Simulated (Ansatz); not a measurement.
Strength of the Ge–Ge bond: Ge(GeH3)F3 → GeH3 + GeF3

Species: Ge(GeH3)F3, singlet; GeH3 `[GeH3]`, doublet; GeF3 `[F][Ge]([F])[F]`, doublet. 

Shapes, held fixed at every level: PBE0-D4/def2-TZVP. Programs: Ansatz 0.2.0. The zero-point and thermal change to 298 K, harmonic and unscaled (PBE0-D4/def2-TZVP), is -9.4 kJ/mol.

```
               level                   kind  ΔH(298 K) (kJ/mol)  less CCSD(T)/def2-TZVPP
         HF/def2-SVP           Hartree–Fock              +237.1                    -77.9
   PBE-D4/def2-TZVPP                    GGA              +295.7                    -19.3
r2SCAN-D4/def2-TZVPP               meta-GGA              +293.0                    -22.0
  PBE0-D4/def2-TZVPP          global hybrid              +303.9                    -11.1
        MP2/def2-SVP    perturbation theory              +300.7                    -14.3
      MP2/def2-TZVPP    perturbation theory              +316.8                     +1.8
  CCSD(T)/def2-TZVPP  coupled cluster or CI              +315.0                      0.0
```

The highest level, CCSD(T)/def2-TZVPP, gives ΔH(298 K) = +315.0 kJ/mol; the levels span +237.1 to +316.8. The column of differences is taken from that level and isn't an error. Hartree–Fock misses the correlation of the pair that is broken and comes out low. No measured value is set beside it here. Open shells run unrestricted unless RO is named. Relativity is left out for Ge unless named. Correlated rows may include outer-core shells of Ge, which these sets cover unevenly.

Homolysis of this Ge–Ge bond is strongly endothermic at every level, as expected for a two-electron σ bond giving two germanium-centred radicals. Both radicals are pyramidal, GeF3 markedly so, because electronegative fluorine draws p character into the Ge–F bonds and leaves the unpaired electron in an orbital rich in s character. The same rehybridisation, together with the polarity between the hydride and fluoride ends, probably helps to hold the bond together.

In the same small basis, MP2 raises the enthalpy from +237.1 to +300.7 kJ/mol, so most of the Hartree–Fock shortfall is due to correlation rather than basis size. The larger basis raises the MP2 value further, as better polarisation functions describe the correlated bond pair more fully. The density functionals all fall below CCSD(T), but not in order of sophistication: r2SCAN lies below PBE, and only the hybrid moves closer. Whether fluorination strengthens the bond relative to digermane remains open without the parent molecule at the same levels.
